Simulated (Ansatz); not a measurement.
# GdPd3: pressure and energy above lowest point against volume scale

Free energy against uniform scaling of the volume at fixed shape and fractions; periodic cell, basis, potentials, k mesh and filling as listed. The results are calculated, by Ansatz 0.2.0.

The cell before it is scaled or strained (space group Pm-3m, No. 221):
```
CELL_PARAMETERS angstrom
4.08000 0.00000 0.00000
0.00000 4.08000 0.00000
0.00000 0.00000 4.08000
ATOMIC_POSITIONS crystal
Gd 0.00000 0.00000 0.00000
Pd 0.00000 0.50000 0.50000
Pd 0.50000 0.00000 0.50000
Pd 0.50000 0.50000 0.00000
```

Settings of every row: functional LDA; dispersion none; potentials PAW; wave cutoff 557.83 eV; density cutoff 2231.3 eV; k mesh 7x7x7; k shift 0x0x0; occupations cold; smearing width 0.1 eV; spin collinear; SCF threshold exponent -8.

Limits: coarse k mesh, up to 40 meV an atom off; state may not be the lowest; stress loosely converged; with one magnetic atom in the cell only parallel moments are possible.

| row | volume scale | V (Å³/atom) | pressure (GPa) | energy above lowest point (meV/atom) |
| --- | --- | --- | --- | --- |
| 1 | 0.92 | 15.621 | 8.27 | 17.2 |
| 2 | 0.9467 | 16.074 | 2.91 | 1.6 |
| 3 | 0.9733 | 16.526 | -1.64 | 0 |
| 4 | 1 | 16.979 | -5.49 | 10.2 |
| 5 | 1.0267 | 17.433 | ? | ? |
| 6 | 1.0533 | 17.884 | -11.54 | 59.3 |
| 7 | 1.08 | 18.338 | -13.89 | 95.3 |

Question: what pressure and energy above lowest point should row 5 give?

Worked fit of pressure. Take u = (V_r/V)^(2/3) − 1 with V_r = 16.752 Å³ an atom, which is twice the finite (Eulerian) strain; such expansions in the strain, on which the Birch-Murnaghan equation of state is built, carry the rest volume and the bulk modulus. The shown rows have u = 0.0477, 0.02793, 0.0091, -0.00893, -0.04266, -0.05852. Least squares give pressure = −3.64 + 213.95 × u + 710.6 × u² + 816 × u³ GPa; a parabola predicts inner rows, each left out in turn, worse (root mean square 0.038 against 0.0085 GPa). The rows lie off it by 0.00, 0.00, -0.01, 0.00, 0.00, 0.00. The withheld row has u = -0.02622, so the fit gives −3.64 + 213.95 × (-0.02622) + 710.6 × (-0.02622)² + 816 × (-0.02622)³ = -8.78 GPa.

The calculation gave -8.76 GPa. The fit lies 0.02 GPa (0.09 % of the column's range) below it; its largest miss of a shown row is 0.01 GPa.

Worked fit of energy above lowest point. Take u = (V_r/V)^(2/3) − 1 with V_r = 16.752 Å³ an atom, which is twice the finite (Eulerian) strain; such expansions in the strain, on which the Birch-Murnaghan equation of state is built, carry the rest volume and the bulk modulus. The shown rows have u = 0.0477, 0.02793, 0.0091, -0.00893, -0.04266, -0.05852. Least squares give energy above lowest point = 3.74 − 572.2 × u + 17488 × u² + 8955 × u³ meV/atom; a parabola predicts inner rows, each left out in turn, worse (root mean square 0.4 against 0.053 meV/atom). All shown rows lie on it to the printed digit. The withheld row has u = -0.02622, so the fit gives 3.74 − 572.2 × (-0.02622) + 17488 × (-0.02622)² + 8955 × (-0.02622)³ = 30.6 meV/atom.

The calculation gave 30.5 meV/atom. The fit lies 0.1 meV/atom (0.1 % of the column's range) above it, one unit of the last digit.
